**Student:** You said one basis function gives the energy release rate of a straight blister exactly. One function is a guess.

**Lecturer:** Test it. A film of thickness $h$ under equibiaxial compression $\sigma>0$ is debonded over $|x|<b$, clamped to a rigid substrate at $\pm b$, with the strain along the strip held fixed. Let $\bar E=E/(1-\nu^2)$ and $D=\bar Eh^3/12$. Take
$$w=\tfrac12\xi h\,[1+\cos(\pi x/b)].$$
Rising absorbs the strain $\langle\tfrac12w'^2\rangle=\pi^2\xi^2h^2/16b^2$, so the membrane stress drops to $\sigma_m=\sigma-\tfrac34\sigma_c\xi^2$, where $\sigma_c=\frac{\pi^2}{12}\bar E(h/b)^2$. Add the bending energy $\tfrac D2\int w''^2dx$. Per unit strip length, omitting an energy per area that buckling leaves unchanged,
$$U=\frac{bh}{\bar E}\left[\left(\sigma-\tfrac34\sigma_c\xi^2\right)^2+\tfrac32\sigma_c^2\xi^2\right].$$
For $\sigma>\sigma_c$ the minimum has $\sigma_m=\sigma_c$, $\xi^2=\tfrac43(\sigma/\sigma_c-1)$.

**Student:** A variational minimum is only a bound.

**Lecturer:** Here it is the solution. In von Kármán plate theory $\sigma_m$ is uniform and $Dw''''+\sigma_mhw''=0$. Our $w$ satisfies this and the clamping precisely when $\sigma_m=\sigma_c$. The released energy is $\Delta U=U(0)-U_{\min}=(bh/\bar E)(\sigma-\sigma_c)^2$.

**Student:** Dividing by $2b$ gives $G_0(1-\sigma_c/\sigma)^2$ with $G_0=\sigma^2h/2\bar E$, always below $G_0$.

**Lecturer:** That average drives lengthening. Widening needs the derivative, with $d\sigma_c/db=-2\sigma_c/b$:
$$G=\frac{d\Delta U}{d(2b)}=G_0\left(1-\frac{\sigma_c}{\sigma}\right)\left(1+\frac{3\sigma_c}{\sigma}\right).$$
With $s=\sigma_c/\sigma$ the factor is $1+2s-3s^2$, peaking at $4/3$ for $\sigma=3\sigma_c$. Exceeding $G_0$ is legitimate, because widening also relaxes film already debonded. The general edge formula $G=\Delta N^2/2\bar Eh+6M^2/\bar Eh^3$ gives the same expression from $\Delta N=h(\sigma-\sigma_c)$ and $M=Dw''(b)=\tfrac12\sigma_ch^2\xi$.

**Student:** Then $G$ falls to $G_0$ from above. With a constant toughness below $G_0$, widening never stops.

**Lecturer:** Correct, and energy alone says no more. The mode split is an input from the elasticity solution (Hutchinson and Suo). For an elastically matched thick substrate,
$$K_I+iK_{II}=\frac{e^{i(\omega-90^\circ)}}{\sqrt2}\left(\frac{2\sqrt3M}{h^{3/2}}-\frac{i\,\Delta N}{h^{1/2}}\right),\qquad\omega\approx52.1^\circ .$$
This fixes my sign of $K_{II}$, and $(K_I^2+K_{II}^2)/\bar E=G$. The phase is $\psi=\omega-90^\circ-\arctan\left(\tfrac12\sqrt{\sigma/\sigma_c-1}\right)$, reaching pure mode II at $\sigma/\sigma_c=1+4\tan^2\omega=7.6$. Beyond that the faces touch and this analysis ends.

**Student:** Numbers, please.

**Lecturer:** Take typical thermal SiO$_2$, $\sigma=300$ MPa and $\bar E\approx72$ GPa, with $h=1$ µm. Then $G_0=0.625$ J/m² and $b=14.0\ \text{µm}\times\sqrt{\sigma/\sigma_c}$. Assume the illustrative toughness $\Gamma=\Gamma_I/(1-0.7\sin^2\psi)$ with $\Gamma_I=0.25$ J/m², a weak interface.

| $\sigma/\sigma_c$ | $b$ (µm) | rise $\xi h$ (µm) | $G$ (J/m²) | $\psi$ (deg) | $\Gamma$ (J/m²) |
|---|---|---|---|---|---|
| 1 | 14.0 | 0 | 0 | −38 | 0.34 |
| 2 | 19.9 | 1.15 | 0.78 | −64 | 0.58 |
| 3 | 24.3 | 1.63 | 0.83 | −73 | 0.70 |
| 5 | 31.4 | 2.31 | 0.80 | −83 | 0.80 |
| 7.6 | 38.7 | 2.97 | 0.76 | −90 | 0.83 |

Solving $G=\Gamma$, the model's blister widens once $b$ exceeds 16 µm and arrests at $\sigma/\sigma_c=4.9$, $b=31$ µm. Mixity makes arrest possible, and the toughness law decides whether it happens, since a mode II toughness below 0.76 J/m² would give none before contact.

**Student:** What did we neglect?

**Lecturer:** Finite slope. At arrest the largest is $\pi\xi h/2b=0.115$, so corrections of order its square, 0.013. The oxide–silicon stiffness mismatch matters more. It typically shifts $\omega$ by a few degrees, and each degree moves the mode II threshold by about 0.5.

**Student:** And oxide on a clean wafer?

**Lecturer:** It stays bonded. That interface typically has a toughness of several J/m², roughly ten times the model's peak of 0.83 J/m², so at this thickness widening needs a contaminated or weakly bonded interface.